Orbital 0, the highest filled level of this molecule, looks like a straggler. Between PBE and wB97M-V it sinks by 3.15 eV, while each of the eight deeper levels listed sinks by more than 3.5 eV. The row suggests a simple rule: the deeper a level lies, the further it falls. The three empty levels, which rise, seem to fit as well, as if the new method had stretched the whole energy scale about a point inside the gap.

Orbital energies of CH9AlOSi2 (SMILES [CH3][Al]([SiH3])[O][SiH3]) in the gas phase, from restricted Kohn–Sham calculations with Ansatz 0.2.0 in the def2-TZVPP basis at the PBE0-D4/def2-TZVP geometry. Orbitals are counted from the HOMO (index 0; 1 is the LUMO) and matched between methods by their order in energy, which can swap.

```csv
orbital index,PBE (eV),B3LYP (eV),wB97M-V (eV),wB97M-V less PBE (eV)
-8,-9.75,-10.98,-13.67,-3.92
-7,-9.24,-10.55,-13.36,-4.12
-6,-9.20,-10.53,-13.34,-4.14
-5,-8.34,-9.45,-11.97,-3.63
-4,-8.34,-9.44,-11.91,-3.57
-3,-8.14,-9.23,-11.77,-3.63
-2,-7.42,-8.62,-11.15,-3.73
-1,-7.36,-8.56,-11.08,-3.71
0,-6.22,-7.14,-9.36,-3.15
1,-2.01,-1.43,0.39,2.40
2,-1.02,-0.45,1.28,2.30
3,-0.65,-0.07,1.67,2.32
```

That reading can be tested without following any single orbital from one method to the next, which is useful because the rows are matched only by their order in energy. A uniform stretch must enlarge every distance on the scale by the same factor. The gap between orbitals 0 and 1 grows by a factor of 2.3. The span of the nine filled levels grows by only 1.2, and the three empty levels even move slightly closer together. The scale has been pulled apart at one place, between filled and empty, and is only mildly stretched elsewhere.

The odd row itself turns against the rule it suggested. A straight line of shift against PBE energy, fitted to all twelve rows, lets orbital 0 fall by only 2.0 eV, and this is the line's worst miss. A step, with one constant for the filled levels and another for the empty ones, uses just as many constants on the same rows and has a typical miss of 0.25 eV instead of 0.6 eV. Orbital 0 is the worst row for the step too, but by half as much. The printed output below compares the two fits row by row.

Whatever causes the shift therefore asks first whether an orbital is occupied, and only then how deep it lies. Exchange has this property when it is treated exactly. In these methods the electrons are first treated as one cloud of charge, and each electron is repelled by the whole cloud, its own share included. Exchange has to remove that self-repulsion. PBE estimates exchange from the density and its slope at each point, which is called a semilocal treatment, whereas exact exchange is worked out from the filled orbitals.

The amount of exact exchange is an obvious candidate, but it matters at which distance between electrons it acts. B3LYP uses 20 % at all distances. wB97M-V uses only 15 % at short range, but 100 % at long range. If the short-range share were in charge, the levels would move partly back on going from B3LYP to wB97M-V. Instead, every filled level sinks further and every empty level rises further, by more than in the first move.

The gap shows how far each share alone would lead. It opens from 4.2 eV in PBE to 5.7 eV in B3LYP. Scaling this change by the short-range share predicts 5.3 eV for wB97M-V, and scaling it by the long-range share predicts 11.7 eV. The computed gap is 9.75 eV, much nearer to the second figure. Some overshoot is natural, because B3LYP's own change contains a short-range contribution that should not be multiplied by five.

Why long-range exchange should produce a step can be seen by counting electrons. Suppose that the long-range part of the repulsion between any two electrons in the molecule has the same value c, wherever the two happen to be. For N electrons there are N(N − 1)/2 pairs, so this part of the energy is

E = c N(N − 1)/2.

An electron in a filled orbital has N − 1 others to repel it and should feel c(N − 1). An extra electron placed in an empty orbital would meet all N and should feel cN. Exact exchange makes this distinction, since it cancels self-repulsion only for an orbital that is occupied.

A semilocal method can get the total energy E about right and still miss the distinction. It treats E as a smooth function of the amount of charge, and an orbital energy is the slope of that function:

dE/dN = c(N − ½).

Filled and empty orbitals are charged the same compromise price. The filled one pays c/2 too much and lies too high; the empty one pays c/2 too little and lies too low. Putting exact exchange in place of the semilocal form at long range moves the first down and the second up by c/2, whatever the depth of the level.

The size of c follows from how the functional divides the repulsion. Its long-range part is erf(ωr)/r in atomic units, where r is the distance between two electrons and ω sets where long range begins. At small r this function levels off at c = 2ω/√π. With ω roughly 0.3 per bohr, a recalled value for wB97M-V,

c/2 = ω/√π ≈ 0.3/1.77 hartree ≈ 0.17 hartree ≈ 4.6 eV.

No row of the table enters this estimate. The filled levels sink by 3.7 eV on average, so the estimate is about a quarter too large for them; for the empty levels, which rise by 2.3 eV, it is twice too large. The comparison is rough, because the shifts in the table also contain the effect of short-range exchange.

An estimate on the high side is what the assumption invites. The repulsion is nearly constant only over distances short compared with 1/ω, which is a little under 2 Å, about the length of one bond in this molecule. Electrons at opposite ends repel each other less than c. For the empty levels there is probably a second reason. An empty orbital, such as the vacant 3p orbital expected on three-coordinate aluminium, reaches far into regions of low electron density, where the semilocal exchange being replaced is weak to begin with.

The same thought offers a reason for the straggler. The more compact an orbital, the stronger its self-repulsion and the more it gains when exact exchange removes it. The deepest valence level of the same calculation, which chemistry assigns mainly to the compact 2s orbital of oxygen, sinks by 5.9 eV. That exceeds the estimate, as it may, since short-range exchange also acts on so tight an orbital. Orbital 0 would be the opposite case if it is chiefly the soft, extended bond between aluminium and silicon; this is a guess from chemical experience, not a result of the calculation.

Compactness would also explain why depth looked like the cause. Deep orbitals are often compact, so the two tend to go together, but they are not the same thing. Orbitals −5 to −3 lie deeper than the pair −2 and −1 and yet sink slightly less.

One reservation concerns the cause itself. From B3LYP to wB97M-V the semilocal part of the functional changes along with the long-range exchange, and the table cannot separate the two. What the numbers establish is the step at the gap and the failure of the short-range share to account for it. That long-range exchange does most of the work rests on the counting argument, and on the general experience that exchanging one semilocal form for another usually alters a molecular gap by much less than the 4 eV gained in this second move.

The argument carries over to neighbouring cases through a single question: how far apart are the electrons that share an orbital? In a small, compact molecule the assumption of a constant c holds better, and the long-range part of the fall of the filled levels should come closer to the ideal c/2, though short-range exchange can carry tight orbitals beyond it. The empty levels need not follow, since they reach into regions of low density there too. Along a series of ever longer conjugated chains the frontier orbitals spread out, their self-repulsion weakens, and the same change of method should open the gap by less.

For practical use, the lesson is that PBE levels should not be converted to wB97M-V levels with one scale factor. Filled and empty levels need separate corrections of opposite sign, and for the twelve levels listed here two constants already do most of the job. They serve orbital 0 worst, with a miss of about 0.6 eV, and they fail for the much deeper valence levels, which sink further. The filled side has a direct meaning, since the highest filled level with its sign reversed approximates the energy needed to remove an electron. Semilocal methods are known to put that level too high, and full long-range exchange largely repairs this.

The empty side deserves more caution. In wB97M-V all three empty levels lie above zero, where an added electron is not bound, and their positions depend on how much room the basis set gives that electron. The value of 0.39 eV for orbital 1 is therefore no electron affinity. Nor does the negative value in PBE show that the molecule would hold an extra electron: by the counting argument, a semilocal method places an empty level too low.

Numerical output:

```
fit of shift on 12 rows: constant 3.022 +/- 0.45, coefficient of pbe 0.8089 +/- 0.062; rms 0.622, worst 0 1.14, leave-one-out rms 0.733
fit of shift on 12 rows: constant 2.34 +/- 0.16, coefficient of occ -6.073 +/- 0.18; rms 0.249, worst 0 -0.583, leave-one-out rms 0.281
Moves of the levels in eV:
  row  PBE to B3LYP  B3LYP to wB97M-V  total by line  total by step
   -8         -1.23             -2.69         -4.865         -3.733
   -7         -1.31             -2.81         -4.452         -3.733
   -6         -1.33             -2.81          -4.42         -3.733
   -5         -1.11             -2.52         -3.724         -3.733
   -4          -1.1             -2.47         -3.724         -3.733
   -3         -1.09             -2.54         -3.562         -3.733
   -2          -1.2             -2.53          -2.98         -3.733
   -1          -1.2             -2.52         -2.932         -3.733
    0         -0.92             -2.22         -2.009         -3.733
    1          0.58              1.82          1.396           2.34
    2          0.57              1.73          2.197           2.34
    3          0.58              1.74          2.496           2.34
Gap in PBE, eV: 4.21
Gap in B3LYP, eV: 5.71
Gap in wB97M-V, eV: 9.75
Stretch factor of the gap, PBE to wB97M-V: 2.316
Stretch factor of the span of the nine filled levels: 1.221
Stretch factor of the span of the three empty levels: 0.9412
wB97M-V gap if only the short-range share counted, eV: 5.335
wB97M-V gap if only the long-range share counted, eV: 11.71
Mean shift of the filled levels, eV: -3.733
Idealised shift c/2 from long-range exchange, eV: 4.606
Shift of the mainly O 2s level, eV: -5.861
```
